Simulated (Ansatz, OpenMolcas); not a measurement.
How basis sets differ on C2H5AlN2 (SMILES C#[C][Al]([NH2])[NH2])

The species is C2H5AlN2 (10 atoms), meant as a singlet with charge 0. SMILES: `C#[C][Al]([NH2])[NH2]`. The coordinates come from a PBE0-D4/def2-TZVP relaxation.

Quantity: the HOMO–LUMO gap, in eV. The values are calculated.

```json
{"level": "HF/ANO-RCC-MB (DKH2)", "kind": "Hartree–Fock", "program": "OpenMolcas", "value (eV)": "14.00"}
{"level": "HF/STO-3G", "kind": "Hartree–Fock", "program": "OpenMolcas", "value (eV)": "16.68"}
{"level": "HF/3-21G", "kind": "Hartree–Fock", "program": "OpenMolcas", "value (eV)": "13.40"}
{"level": "HF/ANO-RCC-VDZ (DKH2, RICD fitting)", "kind": "Hartree–Fock", "program": "OpenMolcas", "value (eV)": "12.82"}
{"level": "HF/def2-SVP", "kind": "Hartree–Fock", "program": "Ansatz", "value (eV)": "13.64"}
```

The values span 12.82 to 16.68 eV. A Hartree–Fock LUMO above zero doesn't converge with the basis: it sinks as sets grow more diffuse. Orbital gaps aren't excitation energies.

The gap depends strongly on the basis, and the two minimal sets give the two largest values. STO-3G stands well apart at 16.68 eV, while ANO-RCC-MB, at 14.00 eV, lies much closer to the split-valence results. The number of functions therefore doesn't settle the gap by itself, and the order within the split-valence group confirms this: def2-SVP, despite its polarization functions, gives a wider gap than the smaller 3-21G. The main trend probably reflects the radial freedom of the valence functions, which a minimal set denies to the empty orbitals.

Three-coordinate aluminium has a formally vacant 3p orbital, which the amide lone pairs partly fill and push upwards by π donation. All the gaps are large in part because a Hartree–Fock virtual orbital feels the repulsion of every electron in the molecule, whereas an occupied one doesn't feel its own. Since only differences between levels are given, the data can't show how much of the spread comes from the HOMO and how much from the LUMO.
